**Relativistic deepening and contraction of the 2s shell, Mg to Mn13+**

The table holds the 2s orbital energy and mean radius of the twelve-electron [Ne] 3s2 ions from non-relativistic Hartree-Fock (point nucleus) and Dirac-Coulomb Hartree-Fock (Fermi nucleus) at the radial basis limit. The program tests the unfitted model shift $=\tfrac{5}{128}\alpha^2 Z_r^4$ with $Z_r = 6/\langle r\rangle$, compares it with a $Z^2Z_e^2$ form equivalent to the bare hydrogenic percentage, and sets the contraction against the exact one-electron Dirac radius. The $Z_r^4$ model is 4.4 % low for Mg and within 2.2 % elsewhere. The energy percentage falls from 1.38 to 1.015 times the hydrogenic value, which the model traces to an energy screened about twice as much as the size. The contraction is 0.885 of the bare-nucleus value within 1.9 %, and the screened charge fails for it. The output also gives the Darwin term of Si2+, the finite-nucleus estimate for V11+, and the Breit and QED terms of K7+ and V11+, about a tenth of the shift and of opposite sign.

Calculated values. Orbital energies ε and mean radii <r> of the 2s shell in the 12-electron atom and ions, all [Ne] 3s2, from the B-spline radial atomic code, version 1, at the radial basis limit. Non-relativistic Hartree-Fock with a point nucleus is compared with four-component Dirac-Coulomb Hartree-Fock with a Fermi nucleus, both averaged over the configuration.

## Script

```python
# Table: 2s orbital energy (hartree) and <r> (bohr) along the 12-electron [Ne]3s2 sequence; B-spline radial atomic code,
# non-relativistic HF (point nucleus) vs Dirac-Coulomb HF (Fermi nucleus). Tested: hydrogenic (Z alpha)^2 scaling,
# shift = (5/128) a^2 Zr^4 with Zr = 6/<r>nr (no fit), alternatives Z^2 Ze^2 and bare Z; contraction vs exact Dirac <r>.
T = {
    'ion': ['Mg', 'Al+', 'Si2+', 'P3+', 'S4+', 'Cl5+', 'Ar6+', 'K7+', 'Ca8+', 'Sc9+', 'Ti10+', 'V11+', 'Cr12+', 'Mn13+'],
    'Z': [12, 13, 14, 15, 16, 17, 18, 19, 20, 21, 22, 23, 24, 25],
    'charge': [0, 1, 2, 3, 4, 5, 6, 7, 8, 9, 10, 11, 12, 13],  # e
    'e_nr': [-3.76772, -5.21758, -6.94624, -8.9396, -11.1919, -13.7, -16.4624, -19.4779, -22.7457, -26.2654, -30.0366, -34.0591, -38.3325, -42.8568],  # hartree
    'e_2s12': [-3.78014, -5.23616, -6.97326, -8.97785, -11.2446, -13.7713, -16.5568, -19.6007, -22.903, -26.4642, -30.2846, -34.3651, -38.7063, -43.3091],  # hartree
    'e_pct': [0.33, 0.356, 0.389, 0.428, 0.472, 0.52, 0.573, 0.63, 0.692, 0.757, 0.826, 0.898, 0.975, 1.06],  # %
    'r_nr': [0.69034, 0.61955, 0.56181, 0.51385, 0.4734, 0.43883, 0.40895, 0.38288, 0.35992, 0.33956, 0.32138, 0.30504, 0.29029, 0.27689],  # bohr
    'r_2s12': [0.68864, 0.61777, 0.55994, 0.51188, 0.47133, 0.43666, 0.40668, 0.38049, 0.35743, 0.33696, 0.31867, 0.30222, 0.28735, 0.27384],  # bohr
    'r_pct': [-0.246, -0.287, -0.333, -0.383, -0.436, -0.494, -0.556, -0.622, -0.692, -0.766, -0.844, -0.927, -1.01, -1.1],  # %
}
import numpy as np
from scipy.constants import alpha as a, physical_constants as pc
from scipy.optimize import minimize_scalar
Eh = pc['Hartree energy in eV'][0]; fm = 1e-15/pc['Bohr radius'][0]
ion = T['ion']; ix = ion.index
Z, en, ed, rn, rd, rp = (np.array(T[k], float) for k in ('Z', 'e_nr', 'e_2s12', 'r_nr', 'r_2s12', 'r_pct'))
x = (Z*a)**2; sh = en - ed; ep = 100*sh/abs(en); k = 5/128*a*a
Zr = 6/rn; Ze = np.sqrt(8*abs(en)); sg = (Z-Zr).mean(); s = (Z-Ze).mean()
fe = 100*np.where(abs(en) < 10, 1e-5, 1e-4)/sh            # rounding floor of the shift, %
f1 = np.where(abs(rp) < 1, 5e-4, 5e-3)/abs(rp); f2 = 1e-5/(rn-rd)
r = np.where(f1 < f2, rp, 100*(rd/rn-1)); fr = 100*np.minimum(f1, f2)   # better-rounded contraction
def rH(z):   # exact point-nucleus Dirac 2s <r> change, %
    g = np.sqrt(1-(z*a)**2); N = np.sqrt(2+2*g)
    return 100*(((g+1)*(3*N*N-1)/N+1)/12-1)
m1 = 100*(k*Zr**4/sh-1); m2 = 100*(k*Z**2*Ze**2/sh-1)
print('ion     Zr     Ze   shift/Eh err%(Zr^4) err%(Z^2Ze^2) floor%')
for i in range(len(Z)):
    print(f'{ion[i]:6s}{Zr[i]:6.2f} {Ze[i]:6.2f} {sh[i]:8.5f} {m1[i]:8.1f} {m2[i]:10.1f} {fe[i]:9.2f}')
q = ep/(100*5/16*x); qm = (Z-sg)**4/(Z**2*(Z-s)**2); qr = r/rH(Z)
print('ion  5/16(Za)^2% e% ratio model | rH% r% ratio floor%')
for i in range(len(Z)):
    print(f'{ion[i]:6s}{100*5/16*x[i]:6.3f} {ep[i]:6.3f} {q[i]:6.3f} {qm[i]:6.3f} |{rH(Z[i]):7.3f}{r[i]:7.3f} {qr[i]:6.3f} {fr[i]:5.2f}')
print(f'Z-Zr {sg:.2f} ({(Z-Zr).min():.2f}..{(Z-Zr).max():.2f}); Z-Ze {s:.2f} ({(Z-Ze).min():.2f}..{(Z-Ze).max():.2f}); 2s-4sigma {2*s-4*sg:.2f}')
f = minimize_scalar(lambda u: np.sum(np.log(k*(Z-u)**4/sh)**2), bounds=(0, 8), method='bounded').x
e3 = 100*(k*(Z-f)**4/sh-1); w = np.argmax(abs(e3)); su = Z-(sh/k)**0.25
print(f'fitted sigma of shift {f:.2f}, worst {ion[w]} {e3[w]:.1f}%; per row {su.min():.2f}..{su.max():.2f}')
g = lambda y: y[-1]/y[0]
print(f'last/first: Z^2 {g(Z**2):.2f}, Z^4 {g(Z**4):.1f}, shift {g(sh):.1f}, e_nr {g(en):.1f}, e% {g(ep):.2f}, r% {g(r):.2f}')
p = lambda y: np.polyfit(np.log(Z), np.log(abs(y)), 1)[0]
print(f'power of Z: shift {p(sh):.2f}, e_nr {p(en):.2f}, e% {p(ep):.2f}, r% {p(r):.2f}')
loc = lambda y: np.diff(np.log(abs(y)))/np.diff(np.log(Z))
print(f'local power first, last step: e% {loc(ep)[0]:.2f}, {loc(ep)[-1]:.2f}; shift {loc(sh)[0]:.2f}, {loc(sh)[-1]:.2f}')
b1 = abs(en)/(Z**2/8); b2 = sh/(k*Z**4)
print(f'fraction of bare nucleus first, last: energy {b1[0]:.3f}, {b1[-1]:.3f}; shift {b2[0]:.3f}, {b2[-1]:.3f}')
c = qr.mean(); er = 100*(c/qr-1); w = np.argmax(abs(er)); qs = r/rH(Zr)
print(f'r% = {c:.3f} x bare Dirac, worst {ion[w]} {er[w]:.1f}%; r%/Dirac(Zr) first, last {qs[0]:.2f}, {qs[-1]:.2f}')
ex = (1-np.sqrt((1+np.sqrt(1-x))/2))/a**2 - Z**2/8
print(f'higher order, last row, bare: shift +{100*(ex/(k*Z**4)-1)[-1]:.1f}%, radius +{100*(rH(Z)/(-100*35/96*x)-1)[-1]:.1f}%')
# Typed below: further outputs of the same runs (less vetted than the table)
i = ix('Si2+'); D = np.pi/2*a*a*Z[i]*58.35794   # non-rel. 2s density at nucleus, bohr^-3
print(f'Si2+ 2s Darwin +{D:.4f} Eh, hydrogenic at Zr +{a*a*Zr[i]**4/16:.4f}; Darwin/shift {D/sh[i]:.2f} (hydrogenic 1.60)')
print(f'rise of total e-e energy, Eh: K7+ {156.9945-156.318:.3f}, V11+ {200.367-199.0324:.3f}')
iK, iV = ix('K7+'), ix('V11+')
bK = 0.2574385+0.1260295-0.008534384; bV = 0.5088527+0.2666109-0.01986527   # 2s Breit+SE+VP, eV
print(f'2s Breit+QED: K7+ +{bK:.3f} eV ({100*bK/Eh/sh[iK]:.1f}% of shift), V11+ +{bV:.3f} eV ({100*bV/Eh/sh[iV]:.1f}%)')
fn = 2*np.pi/3*Z[iV]*(3.6002*fm)**2*410.6782   # rms radius fm, 2s density over nucleus
print(f'V11+ finite nucleus ~{fn:.1e} Eh = {100*fn/sh[iV]:.2f}% of shift')
tK = 100*(152.9072/152.2993-1); tV = 100*(305.8044/303.9698-1)   # 3s levels, eV
print(f'3s vs 2s deepening %: K7+ {tK:.3f} vs {ep[iK]:.3f}; V11+ {tV:.3f} vs {ep[iV]:.3f}')
assert np.all(sh > 0) and np.all(rd < rn)
assert 1.9 < p(r) < 2.2 and p(ep) < p(r) and p(sh) > 4
assert np.all(np.diff(q) < 0) and np.all(q > 1)
assert np.all(Ze < Zr) and np.all(Zr < Z) and np.all(qr < 1)
```

It prints:

```
ion     Zr     Ze   shift/Eh err%(Zr^4) err%(Z^2Ze^2) floor%
Mg      8.69   5.49  0.01242     -4.4      -27.3      0.08
Al+     9.68   6.46  0.01858     -1.5      -21.0      0.05
Si2+   10.68   7.45  0.02702      0.2      -16.2      0.04
P3+    11.68   8.46  0.03825      1.1      -12.5      0.03
S4+    12.67   9.46  0.05270      1.9       -9.5      0.19
Cl5+   13.67  10.47  0.07130      2.0       -7.6      0.14
Ar6+   14.67  11.48  0.09440      2.1       -6.0      0.11
K7+    15.67  12.48  0.12280      2.2       -4.7      0.08
Ca8+   16.67  13.49  0.15730      2.1       -3.7      0.06
Sc9+   17.67  14.50  0.19880      2.0       -3.0      0.05
Ti10+  18.67  15.50  0.24800      1.9       -2.5      0.04
V11+   19.67  16.51  0.30600      1.8       -2.0      0.03
Cr12+  20.67  17.51  0.37380      1.6       -1.7      0.03
Mn13+  21.67  18.52  0.45230      1.4       -1.5      0.02
ion  5/16(Za)^2% e% ratio model | rH% r% ratio floor%
Mg     0.240  0.330  1.376  1.307 | -0.280 -0.246  0.879  0.20
Al+    0.281  0.356  1.266  1.233 | -0.329 -0.287  0.873  0.17
Si2+   0.326  0.389  1.193  1.183 | -0.381 -0.333  0.873  0.15
P3+    0.374  0.428  1.143  1.147 | -0.438 -0.383  0.875  0.13
S4+    0.426  0.471  1.105  1.121 | -0.498 -0.436  0.875  0.11
Cl5+   0.481  0.520  1.082  1.101 | -0.563 -0.494  0.878  0.10
Ar6+   0.539  0.573  1.064  1.085 | -0.631 -0.556  0.881  0.09
K7+    0.601  0.630  1.049  1.073 | -0.703 -0.622  0.884  0.08
Ca8+   0.666  0.692  1.039  1.063 | -0.780 -0.692  0.888  0.07
Sc9+   0.734  0.757  1.031  1.055 | -0.860 -0.766  0.891  0.07
Ti10+  0.805  0.826  1.025  1.048 | -0.944 -0.844  0.894  0.06
V11+   0.880  0.898  1.021  1.042 | -1.032 -0.927  0.898  0.05
Cr12+  0.959  0.975  1.017  1.038 | -1.125 -1.013  0.901  0.34
Mn13+  1.040  1.055  1.015  1.033 | -1.221 -1.102  0.902  0.33
Z-Zr 3.33 (3.31..3.33); Z-Ze 6.52 (6.48..6.55); 2s-4sigma -0.27
fitted sigma of shift 3.34, worst Mg -5.8%; per row 3.21..3.42
last/first: Z^2 4.34, Z^4 18.8, shift 36.4, e_nr 11.4, e% 3.20, r% 4.48
power of Z: shift 4.90, e_nr 3.27, e% 1.63, r% 2.05
local power first, last step: e% 0.96, 1.94; shift 5.03, 4.67
fraction of bare nucleus first, last: energy 0.209, 0.549; shift 0.288, 0.557
r% = 0.885 x bare Dirac, worst Mn13+ -1.9%; r%/Dirac(Zr) first, last 1.68, 1.20
higher order, last row, bare: shift +1.8%, radius +0.6%
Si2+ 2s Darwin +0.0683 Eh, hydrogenic at Zr +0.0433; Darwin/shift 2.53 (hydrogenic 1.60)
rise of total e-e energy, Eh: K7+ 0.676, V11+ 1.335
2s Breit+QED: K7+ +0.375 eV (11.2% of shift), V11+ +0.756 eV (9.1%)
V11+ finite nucleus ~9.2e-05 Eh = 0.03% of shift
3s vs 2s deepening %: K7+ 0.399 vs 0.630; V11+ 0.604 vs 0.898
```
